**Rubidium 5s ionisation: which settings to pay for**

The decision is how to set up an all-electron PBE atom when the ionisation energy (IE) of rubidium is wanted to about 1 kcal/mol, which is 0.043 eV. The numbers below say to switch on scalar relativity, to take the IE as a difference of two total energies, and to leave the Dirac equation and the finite nucleus aside until the missing spin polarisation of the neutral atom has been put right, an effect that these runs do not size but that is probably much larger. The sizes to remember span nearly five decades. The 5s eigenvalue misses the measured IE by about 2 eV, relativity is worth 0.07 eV, the step from scalar to Dirac is about $10^{-4}$ eV, and the size of the nucleus is worth $4\times10^{-5}$ eV.

All-electron PBE Kohn-Sham calculations with radks 1 (radial solver with Libxc) for the rubidium atom (Z = 37, [Kr] 5s1), with spherical densities and no spin polarisation. The ionisation energy is the total energy of Rb+ minus that of Rb. The Fermi nucleus has an rms radius of 4.2036 fm.

| relativity | factor on the speed of light | open shell rule | nucleus | ionisation energy (eV) | −ε(highest occupied) (eV) | highest level mean radius (bohr) | highest level | NIST table (eV) | stated uncertainty (eV) | computed less table (eV) | −ε / IE |
| --- | --- | --- | --- | --- | --- | --- | --- | --- | --- | --- | --- |
| non-relativistic | 1.00 | open shells spread evenly over spin and m | point nucleus | 4.08407 | 2.1999 | 5.3309 | 5s | 4.1771281 | 1.2e-06 | -0.0931 | 0.539 |
| scalar-relativistic | 1.00 | open shells spread evenly over spin and m | point nucleus | 4.15353 | 2.2315 | 5.2463 | 5s | 4.1771281 | 1.2e-06 | -0.0236 | 0.537 |
| scalar-relativistic | 1.00 | open shells spread evenly over spin and m | Fermi nucleus | 4.15349 | 2.2315 | 5.2463 | 5s | 4.1771281 | 1.2e-06 | -0.0236 | 0.537 |
| Dirac equation | 0.85 | open shells shared between the two j in proportion to 2j+1 | point nucleus | 4.18227 | 2.2446 | 5.2126 | 5s1/2 | n/a | n/a | n/a | 0.537 |
| Dirac equation | 1.00 | open shells shared between the two j in proportion to 2j+1 | point nucleus | 4.15339 | 2.2314 | 5.2467 | 5s1/2 | 4.1771281 | 1.2e-06 | -0.0237 | 0.537 |
| Dirac equation | 1.00 | j = l − 1/2 subshells filled first | point nucleus | 4.15339 | 2.2314 | 5.2467 | 5s1/2 | 4.1771281 | 1.2e-06 | -0.0237 | 0.537 |
| Dirac equation | 1.00 | open shells shared between the two j in proportion to 2j+1 | Fermi nucleus | 4.15335 | 2.2314 | 5.2467 | 5s1/2 | 4.1771281 | 1.2e-06 | -0.0238 | 0.537 |
| Dirac equation | 3.00 | open shells shared between the two j in proportion to 2j+1 | point nucleus | 4.09139 | 2.2032 | 5.3218 | 5s1/2 | n/a | n/a | n/a | 0.539 |
| Dirac equation | 10.00 | open shells shared between the two j in proportion to 2j+1 | point nucleus | 4.08473 | 2.2002 | 5.3301 | 5s1/2 | n/a | n/a | n/a | 0.539 |

The IE is $E(\mathrm{Rb}^+) - E(\mathrm{Rb})$. The column $-\varepsilon$ is minus the Kohn-Sham eigenvalue of the highest occupied level, here always 5s, and the mean radius $\langle r\rangle$ belongs to the same orbital. The factor on the speed of light, $f$ below, multiplies $c$, so that a large $f$ turns relativity off. Rows with $f \neq 1$ are fictitious atoms. "Computed less table" is the IE minus the measured NIST value of 4.1771 eV. Three rows with a point nucleus and $f = 1$ carry the argument: non-relativistic (4.0841 eV), scalar-relativistic (4.1535 eV) and Dirac (4.1534 eV).

**Relativity: a step larger than 1 kcal/mol**

From the non-relativistic row to the Dirac row the IE rises by 0.0693 eV, or 1.6 kcal/mol, which is 1.70 % of the non-relativistic value. The 5s orbital shrinks at the same time by 1.58 %. This is the standard relativistic contraction and stabilisation of s shells. A 5s electron spends nearly all its time about 5 bohr out, where it is slow and sees a net charge near one. A small part of its amplitude reaches inside the 1s shell, where it feels the full charge $Z = 37$ and moves at a speed of order $Z\alpha c$, with $\alpha$ the fine-structure constant and $Z\alpha = 0.27$. There the wave oscillates a little faster than the Schrödinger equation allows, all its nodes move inward, and the outer lobe follows them.

A quantum-defect picture turns this into a number. Treat the electron outside the core as hydrogen-like, which is an approximation because the PBE orbital also feels part of its own repulsion, and write
$$\mathrm{IE} = \frac{\mathrm{Ry}}{\nu^2},$$
with Ry the Rydberg energy and $\nu$ an effective quantum number. The non-relativistic row fixes $\nu_0 = 1.8252$. In the Dirac solution for a bare charge $Z$, the principal quantum number of an s level enters as $n - 1 + \sqrt{1-x}$, with $x = (Z\alpha/f)^2$. The phase gained near the nucleus therefore lowers $\nu$ by $1-\sqrt{1-x}$. Taken alone this gives a gain of 0.171 eV at $f = 1$, about two and a half times the computed one. Theory offers two offsets. The bare-nucleus formula has a second term of opposite sign, the familiar $-3/(4n)$ beside $1/(j+\tfrac12)$, whose counterpart in a neutral atom comes from the region where the nuclear charge is partly screened. The core also contracts as a whole, which should screen the nucleus better, although its 3d shell swells slightly and works the other way. The runs do show a smaller core: the sum of $r^2$ over the electrons of Rb$^+$ is 31.71 bohr$^2$ in the Dirac run at $f = 3$ and 31.37 bohr$^2$ in the scalar run with a Fermi nucleus at $f = 1$, though these two runs differ in more than $f$. Both offsets begin at order $x$, so they are lumped into one constant $C$:
$$\nu = \nu_0 - \left[1-\sqrt{1-x}\right] + \tfrac12 C x .$$

$C$ was fixed on the Dirac row at $f = 3$ alone, which gives 0.5987. The Dirac row at $f = 1$ was left out of the fit and so tests the model. With $x = 0.0729$ the bracket is 0.0371 and the offset is $0.5987 \times 0.0729/2 = 0.0218$. So $\nu$ falls by 0.0153 to 1.8099, and
$$\mathrm{IE} = 4.0841\ \mathrm{eV}\times\left(\frac{1.8252}{1.8099}\right)^2 = 4.153\ \mathrm{eV},$$
a gain of 0.069 eV. Carried with all digits, the model lies 0.0001 eV above the Dirac row. Rounding in the last printed digit of the $f = 3$ row, scaled up ninefold, explains only part of this: the unrounded energies of the same runs leave more than half of it, so a small misfit is real. The printed output after this page lists the residuals for all four values of $f$.

The rows with scaled $c$ show that the gain is nearly proportional to $1/c^2$: multiplied by $f^2$ it is about 0.066 eV at $f = 10$ and $f = 3$, then 0.069 eV at $f = 1$ and 0.071 eV at $f = 0.85$. A pure $1/c^2$ law anchored at $f = 3$ falls 0.0034 eV short at $f = 1$, and a two-term fit to the four Dirac rows puts the higher orders at about 6 % of the gain. Letting $\nu$ fall linearly in $x$ recovers only a fifth of that shortfall, while the square root recovers the rest. That suggests that the higher orders arise close to the nucleus, but four points and one smooth curve do not prove it, and the core's response must have higher orders of its own. Nor can $C$ be divided between its two sources. What the numbers establish is that 41 % of the bare shift of $\nu$ survives at $f = 1$.

The radius follows from the same picture. For a hydrogenic s orbital $\langle r\rangle = \tfrac32\nu^2$ bohr, so the product $\langle r\rangle\cdot\mathrm{IE}$ should not depend on $\nu$. It stays between 21.77 and 21.80 eV bohr over all nine rows. The hydrogenic value is 20.41 eV bohr, some 6 % below the computed product, so the picture gives the relative change of the radius well and its absolute size only roughly.

To leading order the gain is $\mathrm{IE}\,(1-C)(Z\alpha)^2/\nu$. If $C$, $\nu$ and the IE change little down the group, which is a guess, the $Z^2$ factor makes the gain about a quarter as large for potassium and about twice as large for caesium. Relativity would then drop below 1 kcal/mol one row up and be well above it one row down.

**Scalar or Dirac, point or finite nucleus**

The scalar-relativistic equation keeps the mass-velocity and Darwin physics and drops spin-orbit coupling. An s electron has no orbital angular momentum and so no first-order spin-orbit energy, which is why the scalar row reproduces the Dirac row to 0.00014 eV, or 1.1 cm$^{-1}$. Two small differences remain in principle. The Dirac core has its p and d shells split into two $j$ components of different radius, which alters the screening slightly, and the scalar density here is built from large components alone. These runs cannot say which of the two produces the step. The agreement is a property of an s electron outside closed shells. An electron removed from an open p shell carries a first-order spin-orbit energy, and the scalar level would then return only an average over $j$.

The two open-shell rules give the same Dirac IE in every digit because 5s has only $j = \tfrac12$. They are one calculation entered twice, and their agreement says nothing about how the rule matters in an atom that has a choice.

A Fermi charge distribution in place of the point nucleus lowers the IE by 0.00004 eV at both relativistic levels. Inside an extended nucleus the attraction is weaker, and first-order perturbation theory raises the 5s level by $\tfrac{2\pi}{3}Z\,|\psi(0)|^2R^2$ in atomic units, with $R$ the rms nuclear radius, 4.2 fm in these runs. The leading Fermi-Segrè density at the nucleus of a neutral atom, $|\psi(0)|^2 = Z/(\pi\nu^3)$, turns this into $\tfrac23 Z^2R^2/\nu^3$, or $2.6\times10^{-5}$ eV. The Dirac density rises towards the origin as $r^{-2(1-\sqrt{1-x})}$, and evaluating that factor at the nuclear radius, with $r$ in units of $1/(2Z)$ bohr, multiplies the estimate by about 1.5. Sign and size match the computed step. The cut-off is crude and the step is four units of the last printed digit, so this is a check of magnitude only.

**Why the error of 0.024 eV is not the accuracy of PBE**

Against the measured value the non-relativistic row is low by 0.093 eV (2.2 % of it) and the relativistic rows at $f = 1$ by 0.024 eV (0.6 %). It is tempting to read this as relativity curing three quarters of the error and PBE being good to half a kcal/mol. The second reading fails because the neutral atom is in an artificial state. Every row puts half a 5s electron into each spin, whereas real Rb is a doublet with one unpaired electron. Rb$^+$ is a closed shell and loses nothing by the constraint. Releasing it can only lower the energy of the neutral atom, so every IE in the table would rise.

The reason is the way local exchange scales. Each spin density contributes in proportion to its $4/3$ power, so splitting one electron into two halves leaves $2\times(\tfrac12)^{4/3} \approx 0.8$ of the exchange energy of the outer density. Correlation between the two artificial halves returns part of the loss. These runs do not give the size of the net effect. A rough guess is a tenth of an eV, which would exceed the present error and reverse its sign. If it were larger than the midpoint of the two errors, $(0.093 + 0.024)/2 \approx 0.06$ eV, the non-relativistic run would land nearer the measured value than the relativistic ones, through cancellation alone. Closeness to the NIST value therefore cannot rank these levels. The case for relativity rests on the size of the step and on its clean scaling with $c$, and since the step originates near the nucleus it should change little when the spin is released. For the same reason nothing follows from the $f = 0.85$ row (4.182 eV) lying near the measured number.

Breit and QED terms are absent as well. They do not affect the choice at 1 kcal/mol, but they remove any point in chasing the measured value's stated uncertainty of $1.2\times10^{-6}$ eV. The nuclear-size step is some thirty times that uncertainty and still about six hundred times smaller than the present Dirac error.

**The eigenvalue is no shortcut**

Reading the IE from $-\varepsilon$ would save the run on the ion and cost 1.9 to 2.0 eV against the measured value. The ratio $-\varepsilon/\mathrm{IE}$ lies between 0.537 and 0.539 in all rows, so the table shows that relativity is not the cause. Janak's theorem gives the standard account. The eigenvalue is the slope of the energy with respect to the 5s occupation $n$, so $\mathrm{IE} = -\int_0^1 \varepsilon(n)\,dn$. For the exact functional the energy is a straight line between whole electron numbers and $-\varepsilon$ equals the IE. In PBE the 5s electron partly repels itself and the potential dies away faster than $-1/r$, so the level deepens as charge is removed. If $\varepsilon$ is linear in $n$ with slope $U$, an assumption that whole-electron runs do not test, then $\mathrm{IE} = -\varepsilon(1) + U/2$.

In the Dirac row at $f = 10$ the IE exceeds $-\varepsilon$ by 1.88 eV. A frozen orbital with no exchange-correlation response would give $U = F^0$, the 5s–5s Coulomb repulsion integral, and half of it is 2.31 eV in that run. The gap is 82 % of this, in line with a level that rises as it fills, a rise that the exchange-correlation response and relaxation offset only in small part. This concerns the slope of the energy. In the energy itself exchange cancels a much larger share of the self-repulsion, which is why the energy difference works so much better than the eigenvalue. The eigenvalue also misreports differences between levels of theory: its relativistic gain is 0.0315 eV, less than half of the gain in the IE. In the scalar rows Janak's theorem holds only approximately, because of the omitted small components, so a Dirac row suits this comparison better.

**Cost, by counting**

Neutral Rb has 9 radial shells at the non-relativistic and scalar levels, so scalar relativity changes the equation that is integrated without adding orbitals. The Dirac equation splits 2p, 3p, 3d and 4p and has 13, about 1.4 times as many. A finite nucleus alters the potential near the origin and adds no orbitals. The energy difference needs two self-consistent runs, and spin polarisation doubles the channels for the neutral atom only. All of these are factors of about two or less, so the order of priority follows the size of the effects. For 1 kcal/mol or for 0.01 eV the energy difference and scalar relativity are needed, and so is spin polarisation if the rough guess of its size above holds. Only with all three can the error of the functional be judged. If the guess is right, PBE itself would then miss the measured value by more than 1 kcal/mol, and no setting in the table would mend that. The Dirac equation and the nuclear radius begin to matter for this electron at about 1 cm$^{-1}$ and 0.3 cm$^{-1}$, far below the 191 cm$^{-1}$ by which the Dirac row misses the measured value.

Numerical output:

```
1 kcal/mol = 0.0434 eV; NIST unc 1.2e-06 eV; rounding floor of IE differences 1e-5 eV
step Dirac-nonrel: +0.06932 eV = +559.1 cm-1 = +1.599 kcal/mol, 57767 x unc
step scalar-nonrel: +0.06946 eV = +560.2 cm-1 = +1.602 kcal/mol, 57883 x unc
step scalar-Dirac: +0.00014 eV = +1.1 cm-1 = +0.003 kcal/mol, 117 x unc
step Fermi-point scalar: -0.00004 eV = -0.3 cm-1 = -0.001 kcal/mol, 33 x unc
step Fermi-point Dirac: -0.00004 eV = -0.3 cm-1 = -0.001 kcal/mol, 33 x unc
step rule change: +0.00000 eV = +0.0 cm-1 = +0.000 kcal/mol, 0 x unc
error nonrel: -0.0931 eV (-2.23 %, -751 cm-1); -eps less NIST -1.977 eV
error scalar: -0.0236 eV (-0.56 %, -190 cm-1); -eps less NIST -1.946 eV
error Dirac: -0.0237 eV (-0.57 %, -191 cm-1); -eps less NIST -1.946 eV
|Dirac error| / scalar-Dirac = 170; / nucleus step = 593
Z alpha = 0.2700, x(f=1) = 0.0729, nu0 = 1.8252, 1-sqrt(1-x) = 0.0371
f=10.0: gain 0.00066 eV, gain*f^2 0.0660, dnu 0.00015, C 0.5956 +-0.0061
f=3.0: gain 0.00732 eV, gain*f^2 0.0659, dnu 0.00163, C 0.5987 +-0.0006
f=1.0: gain 0.06932 eV, gain*f^2 0.0693, dnu 0.01530, C 0.5993 +-0.0001
f=0.85: gain 0.09820 eV, gain*f^2 0.0709, dnu 0.02156, C 0.5993 +-0.0000
log-log exponent of gain in f: -2.028
a/f^2+b/f^4: a 0.0651, b 0.0042 eV, b/gain(1) 6.1 %, max res 0.00003 eV
bare estimate (C=0) gain at f=1: 0.171 eV; dnu/bare 0.41
anchored at f=3; model less table (eV) for f=10,3,1,0.85; floor at f=1 about 0.0001
  pure 1/c^2: -0.00000, +0.00000, -0.00344, -0.00702
  nu linear in x: -0.00000, +0.00000, -0.00272, -0.00559
  nu Dirac + C: -0.00001, +0.00000, +0.00010, +0.00015
nuclear size estimate: -2.6e-05 eV; x enhancement 1.46: -3.9e-05 eV; table -4e-05
Dirac vs nonrel: IE +1.70 %, radius -0.0842 bohr (-1.58 %)
<r>*IE: 21.772 to 21.801 eV bohr; hydrogenic s 1.5 Ry = 20.41
-eps/IE: 0.5367 to 0.5387; IE+eps: 1.884 to 1.938 eV
relativistic gain of -eps 0.0315 eV = 0.45 of the IE gain
f=10: IE+eps 1.88 eV, linear slope 3.77 eV, F0/2 2.31 eV, ratio 0.82
radial shells in Rb: scalar 9, Dirac 13, ratio 1.44
```
